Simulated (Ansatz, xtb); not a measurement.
**Relative energy of two isomers of C4H6N2SSi**

Structure X is `C=Nc1ncsc1[SiH3]`, a singlet and structure Y is `[SiH3]Sc1cccnn1`, a singlet. Both are isolated molecules in the gas phase, relaxed with PBE-D3(BJ)/def2-SVP; the shapes shown needn't be the lowest conformers.

X (Å):

```xyz
14

C     2.9637    2.6988    2.6643
C     1.3740    1.1075    2.1010
C     1.6605   -0.9170    1.2711
C     0.0224    0.7528    2.0232
N     1.7261    2.3634    2.5902
N     2.2807    0.1571    1.6742
S    -0.0923   -0.8503    1.3823
Si   -1.4066    1.8604    2.5382
H     3.7916    2.0247    2.3513
H     3.2171    3.7015    3.0563
H     2.1592   -1.8186    0.8836
H    -2.6861    1.1066    2.2966
H    -1.4191    3.1173    1.7184
H    -1.3088    2.2003    3.9966
```

Y (Å):

```xyz
14

C    -0.0848    0.9032    0.5007
C     0.0706    1.0952    1.8931
C    -0.2875    0.0263    2.7076
C    -0.7695   -1.1454    2.0888
N    -0.8963   -1.2709    0.7597
N    -0.5557   -0.2542   -0.0160
S     0.3087    2.1231   -0.7042
Si   -0.2800    0.8426   -2.4030
H     0.5998   -0.3556   -2.5833
H    -1.7456    0.5386   -2.4443
H     0.0240    1.8162   -3.5173
H     0.4548    2.0427    2.2976
H    -0.1991    0.0877    3.8029
H    -1.0698   -2.0274    2.6772
```

Quicker runs give these differences E(Y) − E(X): GFN2-xTB −0.908 eV; HF/STO-3G −0.040 eV (at GFN2-xTB geometries); r2SCAN-D4/def2-SVP −0.072 eV (at GFN2-xTB geometries).

**Question.** Estimate E(Y) − E(X) at the level CCSD(T)/def2-SVP + ΔMP2/def2-TZVPP.

**Answer.** Calculated at CCSD(T)/def2-SVP + ΔMP2/def2-TZVPP: E(Y) − E(X) = −0.078 eV, so structure Y lies lower.

How the difference moves with the method:

```json
{"level": "GFN2-xTB", "geometry": "GFN2-xTB", "E(Y) − E(X) (eV)": "−0.908", "departure from the last row (eV)": "−0.830", "job, with rough time for the two": "optimisation, 0.24 s"}
{"level": "HF/STO-3G", "geometry": "GFN2-xTB", "E(Y) − E(X) (eV)": "−0.040", "departure from the last row (eV)": "+0.038", "job, with rough time for the two": "single point, 0.52 s"}
{"level": "r2SCAN-D4/def2-SVP", "geometry": "GFN2-xTB", "E(Y) − E(X) (eV)": "−0.072", "departure from the last row (eV)": "+0.006", "job, with rough time for the two": "single point, 4.8 s"}
{"level": "PBE-D3(BJ)/def2-SVP", "geometry": "PBE-D3(BJ)/def2-SVP", "E(Y) − E(X) (eV)": "−0.266", "departure from the last row (eV)": "−0.188", "job, with rough time for the two": "optimisation, 36 s"}
{"level": "HF/def2-SVP", "geometry": "PBE-D3(BJ)/def2-SVP", "E(Y) − E(X) (eV)": "−0.196", "departure from the last row (eV)": "−0.118", "job, with rough time for the two": "part of the CCSD(T) run"}
{"level": "MP2/def2-SVP", "geometry": "PBE-D3(BJ)/def2-SVP", "E(Y) − E(X) (eV)": "−0.152", "departure from the last row (eV)": "−0.074", "job, with rough time for the two": "part of the CCSD(T) run"}
{"level": "CCSD(T)/def2-SVP", "geometry": "PBE-D3(BJ)/def2-SVP", "E(Y) − E(X) (eV)": "−0.090", "departure from the last row (eV)": "−0.012", "job, with rough time for the two": "single point"}
{"level": "CCSD(T)/def2-SVP + ΔMP2/def2-TZVPP", "geometry": "PBE-D3(BJ)/def2-SVP", "E(Y) − E(X) (eV)": "−0.078", "departure from the last row (eV)": "", "job, with rough time for the two": "single point, 1.8 min"}
```

As drawn, Y has 1 S–Si, 1 C–S, 2 C∷C, 1 N∷N in place of 1 C=N, 1 C–N, 2 C∷S, 1 C–Si (∷ is an aromatic bond). Structure X has a 5-membered ring (with an aromatic ring), Y a 6-membered ring (with an aromatic ring).

None of the levels shown reverses the order. The largest departure from CCSD(T)/def2-SVP + ΔMP2/def2-TZVPP is that of GFN2-xTB, 0.830 eV. The last row adds to CCSD(T) the change of the MP2 difference between the two basis sets, here +0.012 eV.

With thermal terms from frequencies at re-optimised GFN2-xTB minima (ideal gas, soft modes damped towards free rotors, one conformer each, 298.15 K, 1 atm): the zero-point term adds +0.086 eV; ΔH is −0.024 and ΔG +0.055 eV. The free energy reverses the electronic order.

The correlated steps freeze 16 core orbitals. Run with Ansatz 0.2.0, xtb 6.7.1; the last row on 4 threads of Arm Neoverse V1 on a shared host.

The two isomers are almost isoenergetic: the electronic preference for Y is slight, and the zero-point term of +0.086 eV is enough to cancel it. The near balance probably reflects compensating bond changes. Y gains a six-membered aromatic ring and a strong, polar S–Si bond, but pays for the weak N–N link of a pyridazine and its adjacent lone pairs. X keeps an aromatic thiazole conjugated with its imine. In Y the silyl group also faces the neighbouring ring nitrogen at a distance well inside van der Waals contact, with an Si–H bond roughly opposite, which suggests some n(N)→σ*(Si–H) donation. Such a contact would stiffen the silylthio group and may contribute to the entropy term favouring X.

Correlation favours X overall, reducing Y's advantage from −0.196 eV at HF/def2-SVP to −0.090 eV at CCSD(T) in the same basis. The closeness of HF/STO-3G to the final value is therefore probably a cancellation of basis-set and correlation errors. The results support near-degeneracy more securely than a thermal preference for either isomer.
